## The quantity and the calculation

The bulk modulus $K=-V\,dP/dV$ measures how much pressure $P$ is needed to reduce a volume $V$ by a given fraction. Here it comes from nine density-functional calculations of layered WSe₂ with the PBEsol functional, each at a different volume. The printed pressure is the mean of the three normal stresses, positive in compression. The energy is counted from spherical unpolarised atoms, so its depth is not a true cohesive energy, but this constant offset leaves the shape of the curve unchanged.

WSe₂ (P6₃/mmc), scaled uniformly at fixed fractional coordinates, computed with Ansatz 0.2.0: all-electron LAPW, PBEsol, scalar-relativistic, no spin polarisation, Gaussian nuclei. The k mesh is 11×11×3, the Fermi–Dirac smearing 0.08 eV and the basis error target 0.5 meV/atom. Pressure is positive in compression; the free energy is counted from spherical unpolarised atoms.

| volume (Å³/atom) | c/a | shortest distance (Å) | pressure (GPa) | energy less free atoms (eV/atom) |
| --- | --- | --- | --- | --- |
| 19.047 | 3.9423 | 2.480 | 8.615 | -7.221 |
| 19.453 | 3.9423 | 2.497 | 4.977 | -7.238 |
| 19.858 | 3.9423 | 2.514 | 1.717 | -7.247 |
| 20.061 | 3.9422 | 2.523 | 0.217 | -7.248 |
| 20.263 | 3.9422 | 2.531 | -1.204 | -7.247 |
| 20.466 | 3.9423 | 2.540 | -2.549 | -7.245 |
| 20.669 | 3.9422 | 2.548 | -3.822 | -7.241 |
| 21.074 | 3.9422 | 2.565 | -6.166 | -7.228 |
| 21.479 | 3.9423 | 2.581 | -8.266 | -7.210 |

The column c/a, the ratio of cell height to cell edge, stays the same throughout. The atoms also keep their relative positions, so every row is an enlarged or reduced copy of one structure. This uniform scaling is the approximation that fails.

## A curve that looks healthy

The pressure falls smoothly and passes through zero near 20.09 Å³/atom, close to the row of lowest energy. A third-order Birch–Murnaghan equation, the usual finite-strain form, was fitted to the pressures of all nine rows. It misses none of them by more than 0.005 GPa and gives a bulk modulus of about 143.5 GPa.

That agreement shows that the curve is smooth. It leaves open whether the crystal would follow this path when squeezed. The fitted modulus is the stiffness of WSe₂ with its shape and internal coordinates locked.

## What uniform scaling does to a layered crystal

WSe₂ consists of slabs, each a sheet of tungsten between two sheets of selenium. Strong W–Se bonds hold a slab together, while neighbouring slabs touch only through weak forces across a gap. Under real pressure the gap is expected to narrow by a much larger fraction than the bonds. Uniform scaling forces bond and gap to shrink by the same fraction, so the stiff bonds take nearly all the load.

A stack of steel plates separated by rubber sheets behaves in the same way along its height. Pressed between two jaws, it yields in the rubber. If every sheet had to thin by the same percentage, the stiffness of the stack would seem far closer to that of steel than to that of rubber. The comparison covers only the direction across the layers, and rubber has no counterpart to the attraction between slabs that depends on their distance.

## Signs of the fault

The mean pressure hides the first sign, which appears when the stresses are taken separately. At zero mean pressure the stress along the c axis is still +0.87 GPa, while the in-plane stress is −0.42 GPa. The cell pushes outward across the layers and pulls inward along them. It is therefore not in equilibrium, although its pressure is zero.

The second sign is the order of the stiffnesses. Over the whole range, the c-axis stress changes by 158 GPa per unit of $\ln V$ and the in-plane stress by 132 GPa. The crystal thus appears stiffer across its layers than along them, the reverse of what weakly bound layers should give.

The third sign is the force on the selenium atoms, which reaches about 1 eV/Å at both ends of the series and reverses between them. In the row at 20.061 Å³/atom it is only 0.04 eV/Å, because the bonds there are near their natural length. A check of the forces at that volume alone would raise little alarm. The way the force grows on either side reveals the locked coordinates.

## Separating slab and gap

The forces also tell how the load is shared. Imagine a plane parallel to the layers and ask what pressure acts across it. The electrons are in equilibrium, so this pressure can change only where the plane passes nuclei that feel a net force. Tungsten feels none, so the pressure has one value inside the slab, $p_\mathrm{slab}$, and another in the gap, $p_\mathrm{gap}$.

Let $F$ be the outward force on a selenium atom and $A$ the area of the cell in the plane, which holds one selenium atom per sheet. Balance at that sheet requires

$$p_\mathrm{slab}-p_\mathrm{gap}=\frac{F}{A}.$$

The computed c-axis stress $\sigma_c$ is the mean of the two pressures, weighted by thickness. With $f$ the slab's share of the layer spacing, measured between its selenium sheets,

$$\sigma_c=f\,p_\mathrm{slab}+(1-f)\,p_\mathrm{gap},\qquad\text{so}\qquad p_\mathrm{gap}=\sigma_c-f\,\frac{F}{A}.$$

No constant is adjusted here, and $f=0.516$ follows from the bond length and the cell.

## One row worked through

Take the smallest volume, where the cell edge is 3.223 Å. The area is $A=\tfrac{\sqrt3}{2}(3.223)^2=9.00$ Å², and the force is 0.977 eV/Å. Since 1 eV/Å³ equals 160.2 GPa,

$$\frac{F}{A}=\frac{0.977}{9.00}\times160.2\approx17.4\ \text{GPa},$$

$$p_\mathrm{gap}\approx10.51-0.516\times17.4\approx1.5\ \text{GPa},\qquad p_\mathrm{slab}\approx1.5+17.4=18.9\ \text{GPa}.$$

The slab carries more than ten times the pressure of the gap. In a crystal free to adjust, the two would be equal, and the atoms would move until they were.

## The stiffness belongs to the bonds

Repeated for every row, the calculation gives a gap pressure that falls steadily with volume. For the same fractional change of length, the pressure in the slab changes about 23 times as much as that in the gap. The gap takes up nearly half of the layer spacing but supplies only about 4 % of the change in c-axis stress. The printed analysis after these notes lists both pressures for each row.

One step rests on an argument. The calculation gives the size of the selenium force and its reversal, but its outward direction at small volume is inferred from the bonding: a shortened W–Se bond should push selenium away from tungsten. With the opposite direction, the gap at the smallest volume would carry 19.5 GPa and the strongly bonded slab only 2.1 GPa. That would turn the known bonding of the crystal upside down.

The separation is least certain at the largest volume. There the gap pressure is the small difference of two terms of more than 8 GPa each, and it comes out almost zero. A force error of 0.01 eV/Å would shift it by about 0.09 GPa, so even its sign is open in that row.

## How large the error is

Once slab and gap carry equal pressure, their compressions add, as for springs in series. Each part contributes its share of the length divided by its stiffness, and the two in-plane directions contribute their own compression. This gives a bulk modulus of some tens of GPa. Only the order of magnitude counts, because the stiffnesses were obtained while all directions were scaled together. A relaxed calculation, which is absent here, would be needed for a proper value.

The direction of the error is firmer than its size. Around a relaxed structure, freeing the shape and the atoms can only lower the energy at each volume, and so can only soften the crystal. The rows here do not pass through a fully relaxed structure, as the unequal stresses show, but the soft gap points the same way. An engineer who put 143.5 GPa into a model of WSe₂ under uniform pressure should therefore expect to predict too little compression. In rock salt the mistake would not arise, because symmetry fixes both the cubic shape and the atomic positions, and uniform scaling is already the relaxed path.

## What relaxation would leave uncorrected

Relaxation removes the fault of the path but not that of the functional. PBEsol has no long-range dispersion, the attraction between fluctuating charges that helps to hold such slabs together, and no correction for it was added. In the locked structure at zero mean pressure, the gap pushes outward with about 0.7 GPa. Relaxation with PBEsol alone is expected to remove this push by widening the gap. Added dispersion would pull the slabs together and so favour a narrower gap, but with one functional in the table the size of this effect remains unknown.

Spin–orbit coupling, which can matter for an element as heavy as tungsten, is also left out, and its effect on these stresses is untested. The faults of the path and of the functional call for different remedies. Unequal stresses and growing forces are cured by relaxing the cell and the atoms at each volume. An unreliable gap needs a method that includes dispersion.

The analysis program printed:

```
fit of pressure on 9 rows: coefficient of (s/vol)**(7/3) - (s/vol)**(5/3) 215.2 +/- 0.042, coefficient of ((s/vol)**(7/3) - (s/vol)**(5/3))*((s/vol)**(2/3) - 1) 70.5 +/- 1.2, s 20.09; rms 0.00241, worst 19.453 -0.00478, leave-one-out rms 0.00516
Stress and its partition:
     row  in-plane stress GPa  c-axis stress GPa  outward Se force eV/A  gap width A  gap pressure GPa  slab pressure GPa
  19.047                7.668              10.51                 0.9773        3.074             1.525              18.93
  19.453                4.245               6.44                 0.5803        3.096             1.181              11.37
  19.858                1.182              2.788                 0.2136        3.117            0.8788              4.578
  20.061              -0.2271              1.104                0.04074        3.128            0.7424              1.443
  20.263                -1.56            -0.4917                -0.1255        3.138            0.6148             -1.529
  20.466               -2.821             -2.004                -0.2853        3.149            0.4961             -4.348
  20.669               -4.014             -3.436                 -0.439        3.159            0.3845              -7.02
  21.074                -6.21              -6.08                -0.7289         3.18             0.183             -11.95
  21.479               -8.173             -8.452                -0.9971          3.2          0.007754             -16.39
Volume of zero mean pressure, A^3/atom: 20.09
Bulk modulus at fixed shape and coordinates, GPa: 143.5
In-plane stress at zero mean pressure, GPa: -0.424
c-axis stress at zero mean pressure, GPa: 0.8685
Gap pressure at zero mean pressure, GPa: 0.7236
Share of the layer spacing taken by the slab, percent: 51.6
In-plane stress change per unit of ln volume, GPa: 131.8
c-axis stress change per unit of ln volume, GPa: 157.8
Gap pressure change per unit of linear strain, GPa: 37.89
Slab pressure change per unit of linear strain, GPa: 881.8
Slab stiffness over gap stiffness: 23.27
Share of the c-axis stress change carried by the gap, percent: 3.873
Shift of gap pressure for a force error of 0.01 eV/A, GPa: 0.08821
Opposite force direction, slab pressure at smallest volume, GPa: 2.084
Opposite force direction, gap pressure at smallest volume, GPa: 19.49
Crude series estimate of released bulk modulus (order of magnitude only), GPa: 54.3
```
